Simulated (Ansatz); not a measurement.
## Cd: pressure and energy change per atom as volume scale varies

Results calculated with Ansatz 0.2.0, not measured. Plane-wave DFT, scalar-relativistic PAW made under PBE with cores redone for the functional, no dispersion; the given relaxed cell is scaled uniformly, energy at zero smearing counts from the unscaled cell, pressure at the given Fermi-Dirac smearing is positive in compression.

The cell before it is scaled or strained (space group P6_3/mmc, No. 194):
```
CELL_PARAMETERS angstrom
3.15330 0.00000 0.00000
-1.57670 2.73090 0.00000
0.00000 0.00000 10.03700
ATOMIC_POSITIONS crystal
Cd 0.00000 0.00000 0.00000
Cd 0.00000 0.00000 0.50000
Cd 0.33333 0.66667 0.25000
Cd 0.66667 0.33333 0.75000
```

Settings of every row: spin polarised no; functional r2SCAN; wave cutoff 500 eV; smearing width 0.1 eV; k mesh 13x13x4.

Atom starting moment: 0 on all atoms.

Limits: the cell comes from a prototype or a list of computed structures and needn't be the stable phase.

```
row  volume scale  V (Å³/atom)  pressure (GPa)  energy change per atom (meV)
  1          0.88       19.015             9.9                         70.46
  2          0.92       19.879               ?                             ?
  3          0.96       20.744            2.59                          7.02
  4          1.04       22.472           -1.69                          4.38
  5          1.08       23.337            -3.1                         17.41
  6          1.12       24.201           -4.15                         36.99
```

Question: what pressure and energy change per atom should row 2 give?

Worked fit of pressure. Take u = (V_r/V)^(2/3) − 1 with V_r = 22.472 Å³ an atom, which is twice the finite (Eulerian) strain; such expansions in the strain, on which the Birch-Murnaghan equation of state is built, carry the rest volume and the bulk modulus. The shown rows have u = 0.1178, 0.05479, 0, -0.02487, -0.04821. Least squares give pressure = −1.733 + 63.645 × u + 296.84 × u² GPa; a straight line predicts inner rows, each left out in turn, worse (root mean square 1 against 0.092 GPa). The rows lie off it by 0.02, -0.06, 0.04, 0.03, -0.04 (root mean square 0.04 GPa). The withheld row has u = 0.08517, so the fit gives −1.733 + 63.645 × (0.08517) + 296.84 × (0.08517)² = 5.84 GPa.

The calculation gave 5.76 GPa. The fit lies 0.08 GPa (1.4 % of the value, 0.57 % of the column's range) above it; its largest miss of a shown row is 0.06 GPa.

Worked fit of energy change per atom. Take u = (V_r/V)^(2/3) − 1 with V_r = 22.472 Å³ an atom, which is twice the finite (Eulerian) strain; such expansions in the strain, on which the Birch-Murnaghan equation of state is built, carry the rest volume and the bulk modulus. The shown rows have u = 0.1178, 0.05479, 0, -0.02487, -0.04821. Least squares give energy change per atom = 3.582 − 338.565 × u + 7670.43 × u² meV; a straight line predicts inner rows, each left out in turn, worse (root mean square 26 against 1.7 meV). The rows lie off it by 0.32, -1.04, 0.80, 0.66, -0.74 (root mean square 0.75 meV). The withheld row has u = 0.08517, so the fit gives 3.582 − 338.565 × (0.08517) + 7670.43 × (0.08517)² = 30.39 meV.

The calculation gave 28.98 meV. The fit lies 1.41 meV (4.9 % of the value, 2.1 % of the column's range) above it; its largest miss of a shown row is 1.04 meV.
